### Which way is this layered Al₃Cu crystal actually soft?

I have the elastic constants of an ordered Al₃Cu crystal from an r2SCAN calculation. Flat layers are stacked along c, one of copper for every three of aluminium, on a slightly distorted face-centred cubic (fcc) lattice.

Elastic constants of Al₃Cu (P4/mmm, 4-atom cell), computed with Ansatz 0.2.0 using r2SCAN, PAW, a 500 eV plane-wave cutoff, a 16×16×6 k mesh and Fermi–Dirac smearing of 0.1 eV, without spin polarisation. They are derived from the stress under small strains with clamped ions, and are given in Voigt order on the Cartesian axes of the cell.

```
row  elastic row  elastic c1 (GPa)  elastic c2 (GPa)  elastic c3 (GPa)  elastic c4 (GPa)  elastic c5 (GPa)  elastic c6 (GPa)
  1            1            150.00            115.00             66.80              0.00              0.00              0.00
  2            2            115.00            150.00             66.80              0.00              0.00              0.00
  3            3             66.80             66.80            187.90              0.00              0.00              0.00
  4            4              0.00              0.00              0.00             59.50              0.00              0.00
  5            5              0.00              0.00              0.00              0.00             59.50              0.00
  6            6              0.00              0.00              0.00              0.00              0.00             43.40
```

I read the entry in "elastic row" 3 and column "elastic c3" as C33, and so on. Directions 1 and 2 lie in the layers and 3 is the stacking direction. C33 is well above C11, C12 is well above C13, and C66 looks like the weakest shear constant. Does the layering really make the crystal that uneven, and is C66 the shear to worry about?

### Answer

The layering shows most in the contrast between two shears, and the softer of them is not the C66 in your table. It is hidden in the difference between C11 and C12, because the cell edges do not point along the edges of the fcc cube. They are turned by 45° about c, so each cell edge runs along a line of touching atoms within a layer.

**Turn the axes first.** Stretch a square along one edge and shorten it equally along the other, and a second square drawn at 45° inside it is sheared. The shear constant on the cube axes is therefore (C11 − C12)/2 = (150.0 − 115.0)/2 = 17.5 GPa. That is well under half of the printed C66, and it is the lowest resistance to shear in the layer plane.

The same rotation raises C11 to 175.9 GPa and leaves C33 at 187.9 GPa. Most of the gap that you noticed between them was thus a matter of axes. In a cubic crystal C11 would equal C33, C12 would equal C13 and C66 would equal C44, so on these axes any difference within a pair is due to the layering. The shear pair differs most by far: C44 is 3.4 times C66.

**Why that shear is soft.** Ask which contacts between neighbouring atoms change length. An atom in the next layer sits above the middle of a square of atoms, displaced equally along both cell edges. If one edge grows and the other shrinks by the same small fraction, the two changes cancel and the contact between the layers keeps its length. Among the nearest contacts, only those within a layer are left to resist.

These contacts join aluminium to aluminium or copper to copper. The short Cu–Al contacts, 2.59 Å long, all run between layers, where they help to resist the C44 shear but not the soft one. Counting contacts is not enough, though: in a cubic fcc crystal the same count goes with two equal shears. In a spring picture, the contacts between layers must therefore be stiffer here, on average, than those within them. My guess is that the short Cu–Al contacts supply most of that stiffness; the elastic constants do not resolve single contacts.

Part of the contrast may come from the way the strain was applied. The ions were clamped, which means that every atom followed the uniform strain and none could settle afterwards. In a real crystal the aluminium layers next to copper can slide a little under the C44 shear, which lowers C44. Symmetry forbids such a response to either in-plane shear, so the 17.5 GPa is free of this error.

**An estimate from geometry.** The printed C66 belongs to the other in-plane shear, which skews the square cell. Here the contacts along the cell edges keep their length to first order, and the contacts between layers resist. The same contacts resist the C44 shear, so one constant can be estimated from the other.

Let a contact between layers reach a distance x along each cell edge and z along c. For equal shear angles, its change in length is proportional to x·x in the C66 shear and to x·z in the C44 shear. Spring energy goes as the square of that change, so each contact contributes to C66 and C44 in the ratio x²/z².

For a Cu–Al contact, x is half the cell edge, 2.776/2 = 1.388 Å, and z is the layer gap of 1.69 Å. If only these contacts acted, C66 would be 59.5 × (1.388/1.69)² ≈ 40 GPa. The wider gap between aluminium layers gives 26 GPa in the same way, so a mixture of the two should fall in between. The calculated 43.4 GPa lies about 8 % above the upper estimate: the geometry gives the right size, but nearest-neighbour springs are not the whole force. C44 was the input here, and C66 was not used.

**Where springs fail.** If atoms interacted only through central forces between pairs, an unstressed crystal under uniform strain would have C12 = C66 and C13 = C44. The second equality is missed by only 7 GPa, the first by 72 GPa. Clamped ions make this a fair test, because no internal rearrangement can be blamed for the difference.

In a metal the shared electrons also resist being squeezed. If their energy depended on volume alone, it would shift C12 − C66 and C13 − C44 by the same amount. The two very different misses show that the direction of the strain matters too. A plausible reading is that the electrons respond differently to strain within the layers and across them, though the tensor alone cannot identify the states involved. Springs are therefore a fair guide to how C66 follows from C44, and a poor one to C12. The soft shear contains C12, so the weaker contacts within the layers are a way to read its low value, not a separate test of it.

**What this means under load.** The large C12 also explains an apparent contradiction. C33 is the largest constant, yet under equal pressure from all sides the crystal shrinks 1.085 times as much along c as along a. Each in-plane direction is propped up by the other through C12, while c has only the smaller C13 to lean on. Even so, the response to pressure is nearly the same in all directions.

For a solid made of many randomly oriented grains, the bulk modulus is therefore about 109 GPa however the grains share the load. The shear modulus ranges from 38.5 GPa, if all grains carry the same stress, to 48 GPa, if all undergo the same strain. Clamping makes the bulk modulus and both shear values somewhat too high. The PAW potentials were also made for the PBE functional, not for r2SCAN, and no convergence tests accompany the tensor, so the small differences discussed here carry an unknown error. The printed output after this answer lists the rotated constants, these averages and the geometric estimates.

For a similar stack, turn the tensor to the cube axes first, then ask for each shear which contacts must change length and how stiff those are likely to be. That shows where to look for the weak direction; the size of C12 has to come from the electronic calculation.

Output of the analysis:

```
C11 on cube axes (GPa): 175.9
C12 on cube axes (GPa): 89.1
C66 on cube axes, equal to half of C11-C12 on cell axes (GPa): 17.5
C33 less C11 on cell axes (GPa): 37.9
C33 less C11 on cube axes, zero if cubic (GPa): 12
C13 less C12 on cube axes, zero if cubic (GPa): -22.3
C44 less C66 on cube axes, zero if cubic (GPa): 42
C44 over C66 on cube axes, one if cubic: 3.4
Bulk modulus, Voigt (GPa): 109.5
Bulk modulus, Reuss (GPa): 109.4
Shear modulus, Voigt (GPa): 48.43
Shear modulus, Reuss (GPa): 38.5
Linear compressibility along c over that along a: 1.085
Layer gap Cu to Al (angstrom): 1.69
Layer gap Al to Al (angstrom): 2.099
Al-Al contact between layers (angstrom): 2.874
C66 on cell axes from C44 if only Al-Cu contacts act (GPa): 40.15
C66 on cell axes from C44 if only Al-Al contacts between layers act (GPa): 26.02
Cauchy difference C12 less C66, same on both sets of axes (GPa): 71.6
Cauchy difference C13 less C44 (GPa): 7.3
```
